## Conductance variance of a chaotic cavity: series, quadrature or sampling

A dot in an in-plane field carries two spin species. With spin-orbit coupling neglected they do not mix, and $G=G_0(g_\uparrow+g_\downarrow)$ with $G_0=e^2/h$ and $g=\mathrm{tr}\,t^\dagger t=\sum_i T_i$. Each species has $N_1\le N_2$ channels in two ideal leads, $N=N_1+N_2$, and a scattering matrix from the circular ensemble of index $\beta$. The variance $v=\mathrm{Var}\,g$ has a closed form that costs about ten operations. It serves here to calibrate three methods that are needed where closed forms are lacking.

### Exact answer

The $n=N_1$ transmission eigenvalues on $[0,1]$ have the weight
$$w=\prod_i T_i^{a-1}\prod_{i<j}|T_i-T_j|^\beta ,\qquad a=\tfrac{\beta}{2}(N_2-N_1+1).$$
The integral of $\sum_i\partial_i[T_i(1-T_i)Fw]$ vanishes, since the boundary terms do. Pairing the terms $(i,j)$ and $(j,i)$ removes the denominators $T_i-T_j$:
$$\Big\langle (A-Bg)F+\sum_iT_i(1-T_i)\,\partial_iF\Big\rangle=0,\quad A=\tfrac{\beta}{2}N_1N_2,\quad B=\tfrac{\beta}{2}\big(N-1+\tfrac{2}{\beta}\big).$$
$F=1$ gives $m=\langle g\rangle=A/B$. $F=g$ gives $Bv=m-\langle g_2\rangle$ with $g_2=\sum_iT_i^2$. The vanishing integral of $\sum_i\partial_i[T_i^2(1-T_i)w]$ gives $Bm=(B+1-\beta/2)\langle g_2\rangle+(\beta/2)(v+m^2)$. Eliminating $\langle g_2\rangle$ yields $v=m(1-\beta/2+\beta m/2)/[(B+1)(B-\beta/2)]$, that is
$$v=\frac{2N_1N_2(N_1-1+2/\beta)(N_2-1+2/\beta)}{\beta\,(N-2+2/\beta)(N-1+4/\beta)(N-1+2/\beta)^2}.$$
For many channels $v\to2N_1^2N_2^2/(\beta N^4)$, which is $1/(8\beta)$ for equal leads.

The test model is $\beta=1$, $N_1=N_2=n$, the ideal two-dimensional dot, in which the in-plane field has no orbital effect. With $x=1/N$,
$$8v=f(x)=\frac{(1+2x)^2}{(1+3x)(1+x)^2}=\frac{1/4}{1+3x}+\frac{5/4}{1+x}-\frac{1/2}{(1+x)^2}.$$
Below, $\delta$ is the relative error of $v$ and $W$ counts real arithmetic operations. The prefactors of $W$ are conventions, good to a factor of a few.

### A. Expansion in $1/N$

Diagrammatic and semiclassical theories produce $v$ order by order. Write $S=UU^T$ with $U$ Haar-distributed in $\mathrm U(N)$. Then $\langle g^2\rangle$ contains four $U$ and four $U^*$, and its average is a sum over permutation pairs $(\sigma,\tau)$ of $S_4$, of index sums times the Weingarten function $\mathrm{Wg}(\sigma\tau^{-1})$. This function is the group-algebra inverse of $\sum_\pi N^{\mathrm{cycles}(\pi)}\pi=N\prod_{k=2}^4(N+J_k)$, where the Jucys-Murphy element $J_k$ is the sum of the $k-1$ transpositions $(i\,k)$, $i<k$. Hence
$$\mathrm{Wg}=N^{-4}\sum_{l\ge0}(-x)^lH^{(4)}_l,\qquad H^{(k)}_l=H^{(k-1)}_l+J_kH^{(k)}_{l-1},$$
with $H^{(k)}_0$ the identity and $H^{(1)}_{l>0}=0$. Multiplied out term by term, order $l$ has $(3^{l+2}-2^{l+3}+1)/2$ products of transpositions. The recursion sums them with $(1+2+3)\times24=144$ additions per order. Only 4 row permutations respect the leads, so the contraction has $4\times24=96$ terms. As $\langle g^2\rangle\sim N^2$, order $x^K$ of $v$ needs $l\le K+2$. The series for $m$, from $S_2$, adds little. Thus
$$W_A=240\,(K+3),$$
independent of $N$, with memory for three vectors of 24 numbers and the coefficients.

The partial fractions give the coefficients $c_k=(-1)^k[3^k/4+5/4-(k+1)/2]=1,-1,2,-6,\dots$, and for large $K$
$$\delta_A\simeq\frac{(3/N)^{K+1}}{4(1+3/N)f}.$$
The work for accuracy $\epsilon$ grows as $\ln(1/\epsilon)/\ln(N/3)$. For $N\le3$ the series does not converge. At $n=1$ the best truncation, $K=1$, leaves $\delta=0.30$.

### B. Gauss quadrature over the eigenvalues

Set $T_i=s_i^2$, order $s_1>\dots>s_n$ and write $s_i=u_1\cdots u_i$ with $u_k\in[0,1]$. The factor $T^{-1/2}$ and the modulus disappear, and the integrand of $\langle g^2\rangle$ is a polynomial. Its degree in $u_k$ collects $n-k$ from the Jacobian, $n(n-1)-(k-1)(k-2)$ from the pair factors and 4 from $g^2$, so $d_k=n^2-k^2+2k+2$. A $Q$-point Gauss-Legendre rule is exact through degree $2Q-1$. On a degree above this it misses by $(Q!)^4f^{(2Q)}(\xi)/[(2Q+1)((2Q)!)^3]$ per axis, for some $\xi$ in $[0,1]$. The error is zero from $Q_k=\lfloor d_k/2\rfloor+1$ on. At about $n^2+5n$ operations per point,
$$W_B=(n^2+5n)\prod_{k=1}^nQ_k,\qquad \ln W_B\simeq2n\ln n ,$$
and memory holds $2\sum_kQ_k$ nodes and weights. A coarser grid saves little. For $n=2$ the weight is $u_1^3(1-u_2^2)$ and $g=u_1^2(1+u_2^2)$. The $4\times4$ grid returns $v=18/175$, while the $3\times3$ grid returns $0.0957$, low by $7.0\,\%$, because $v$ is a difference of two much larger numbers.

### C. Sampling the ensemble

Gram-Schmidt orthonormalisation of the rows of a complex Gaussian matrix gives a Haar $U$ in about $N^3$ complex multiply-adds, or $8N^3$ real operations. The block $t$ of $UU^T$ takes $n^2N$ more, or $2N^3$. Memory is $2N^2$ reals. The variance estimated from $M\gg1$ samples has the relative standard deviation $\sqrt{(2+\kappa)/M}$, with $\kappa$ the excess kurtosis of $g$, so
$$W_C=10N^3M,\qquad\delta_C=\sqrt{10N^3(2+\kappa)/W_C}.$$
The fourth moments give $2+\kappa=1.14$ for $n=1$ and $1.90$ for $n=2$. The Gaussian value 2 is used for larger $n$. Each further digit costs a factor of 100.

### Comparison

$K$ is the lowest order that meets the accuracy, $W_B$ belongs to the exact grid, and $W_C$ to one standard deviation.

| $n$ | $v$ | $\delta_A$, $K=0$ | $K$; $W_A$ at $10^{-2}$ | $K$; $W_A$ at $10^{-6}$ | $W_B$ | $W_C$ at $10^{-2}$ |
|---|---|---|---|---|---|---|
| 1 | 0.08889 | 0.41 | none | none | 18 | $9.1\times10^{5}$ |
| 2 | 0.1029 | 0.22 | 9; 2880 | 41; 10560 | 224 | $1.2\times10^{7}$ |
| 3 | 0.1088 | 0.15 | 4; 1680 | 17; 4800 | 5040 | $4.3\times10^{7}$ |
| 4 | 0.1122 | 0.11 | 2; 1200 | 12; 3600 | $1.73\times10^{5}$ | $1.0\times10^{8}$ |
| 8 | 0.1180 | 0.059 | 1; 960 | 7; 2400 | $1.06\times10^{13}$ | $8.2\times10^{8}$ |

At $10^{-6}$ the column $W_C$ grows by $10^8$.

**Cheapest for a stated accuracy.** For $n\le2$ take quadrature at either accuracy. At $n=2$ it undercuts the series by a factor of 13 at $10^{-2}$. For $n=4$ and 8 take the series, which at $n=4$ is cheaper by 144 at $10^{-2}$ and by 48 at $10^{-6}$. The crossover is $n=3$, where the series leads by 3 at $10^{-2}$ and ties at $10^{-6}$. These margins do not survive refinement. The integrand is a pure power of $u_1$, and integrating that axis by hand divides $W_B$ by $Q_1$, to 720 at $n=3$. At $n=4$ it gives 17280, still above the series.

**Best inside a budget.** With $10^3$ operations, quadrature is exact for $n\le2$. Beyond that the plain counts allow the series at $K=1$, with $\delta=0.043$, $0.025$ and $0.0070$ for $n=3$, 4 and 8, while not one matrix sample fits. With $10^6$ operations quadrature is exact through $n=4$, the series reaches rounding level for every $n\ge2$, and sampling gives $\delta=0.10$ at $n=4$. Sampling never wins on this model. Its merit is that the same $N^3/\epsilon^2$ scaling holds for any function of $S$, including contacts with barriers, where the eigenvalue weight above no longer applies.

### What accuracy a GaAs dot can use

Take $m^*=0.067\,m_e$ (compiled value, Vurgaftman 2001), a typical bulk $|g^*|=0.44$, and an assumed area $\mathcal A=0.5\ \mu\mathrm m^2$, field $B_\parallel=5$ T and $n=2$ for both species. The level spacing per species is $\Delta=2\pi\hbar^2/(m^*\mathcal A)=14.3\ \mu$eV, and the escape width is $\Gamma=N\Delta/2\pi=9.1\ \mu$eV. The species see the same cavity at kinetic energies that differ by $E_Z=|g^*|\mu_BB_\parallel=127\ \mu$eV. To leading order in $1/N$ the normalised energy correlator of $g$ is the known Lorentzian $C(E)=1/(1+E^2/\Gamma^2)$, so
$$\mathrm{Var}\,G=2v\,[1+C(E_Z)]\,G_0^2 .$$
Degenerate spins give $4v$ and independent ones $2v$. Here $E_Z/\Gamma=14$ and $C=0.005$. At zero temperature, treating the species as independent is good to about half a per cent, so accuracy in $v$ beyond $10^{-2}$ buys nothing, whereas the limit $1/8$ is $22\,\%$ high. The 16-point grid settles the case. The model's zero-temperature result is $\mathrm{Var}\,G=0.21\,G_0^2$, an rms fluctuation of $0.45\,G_0=18\ \mu$S.

The neglected physics is larger than these numerical errors and lowers the variance. Thermal averaging convolves $g$ once, and hence its correlator twice, with $-\partial f_{\rm FD}/\partial E$, whose Fourier transform is $y/\sinh y$ with $y=\pi k_BT_e\,\tau/\hbar$ at time $\tau$. Since $C(E)=\int_0^\infty e^{-s}\cos(sE/\Gamma)\,ds$, the variance becomes $\mathrm{Var}\,G=2vG_0^2\int_0^\infty e^{-s}(bs/\sinh bs)^2[1+\cos(sE_Z/\Gamma)]\,ds$ with $b=\pi k_BT_e/\Gamma$. At an assumed electron temperature $T_e=0.3$ K, $b=8.9$. The same-species term of the integral is $0.16$ and the cosine term is $0.029$, or $18\,\%$ of it, so the species are no longer independent. The integral totals $0.19$, and the model gives $\mathrm{Var}\,G=0.040\,G_0^2$. If the finite thickness of the electron layer lets the field break time reversal, $\beta=2$ gives $2v=0.13$ in place of $0.21$ at zero temperature. Dephasing and spin-orbit mixing act in the same direction, so real GaAs dots at a few hundred millikelvin typically lie below the model's zero-temperature value by a factor of several or more.